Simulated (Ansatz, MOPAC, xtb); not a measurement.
## AsH3 (arsine): methods side by side

AsH3, singlet, SMILES `[AsH3]`. Each level relaxes the structure for itself.

Each level gives the zero-point energy at each level's own minimum (kJ/mol). The values are calculated.

| level | kind | program | value (kJ/mol) | less CCSD(T)/def2-TZVP |
| --- | --- | --- | --- | --- |
| PM6-D3 | semi-empirical | MOPAC | 60.0 | +1.7 |
| PM6-D3H4 | semi-empirical | MOPAC | 60.4 | +2.1 |
| PM6-DH+ | semi-empirical | MOPAC | 60.0 | +1.7 |
| GFN1-xTB | semi-empirical | xtb | 56.8 | -1.5 |
| SVWN5/def2-TZVP | LDA | Ansatz | 55.6 | -2.7 |
| r2SCAN/def2-TZVP | meta-GGA | Ansatz | 57.4 | -0.9 |
| PBE0-D4/def2-TZVP | global hybrid | Ansatz | 57.6 | -0.7 |
| B3LYP-D4/def2-TZVP | global hybrid | Ansatz | 57.0 | -1.3 |
| wB97X-V/def2-TZVP | range-separated hybrid | Ansatz | 58.7 | +0.4 |
| CCSD(T)/def2-TZVP | coupled cluster or CI | Ansatz | 58.3 | 0.0 |

Differences are taken from CCSD(T)/def2-TZVP for orientation; it has basis-set and higher-order errors of its own. All-electron rows without a relativistic Hamiltonian named are non-relativistic. Harmonic and unscaled. The values span 55.6 to 60.4 kJ/mol. In the correlated wave-function rows the outer d shell of As is correlated, in sets not made for it.

The zero-point energy of arsine depends only modestly on the method. SVWN5 gives the lowest value, 55.6 kJ/mol, and the three PM6 variants the highest. Among the density functionals, only wB97X-V lies above the coupled-cluster value, and it is also the closest to it.

Most of the energy resides in the three As–H stretches, because the light hydrogens move against a heavy, nearly stationary arsenic atom and the bending modes are much softer. The total therefore mainly reflects the curvature of the As–H bond potential, and the low SVWN5 value probably stems from the local density approximation making these bonds too soft. Exact exchange alone does not order the functionals, since r2SCAN, which has none, lies between the global hybrids B3LYP and PBE0. The close agreement among the PM6 variants reflects their common electronic Hamiltonian and is not independent support for their higher values.

Because the zero-point energy sums over all modes, a close match in the total does not establish accurate individual frequencies: errors in stretches and bends can cancel.
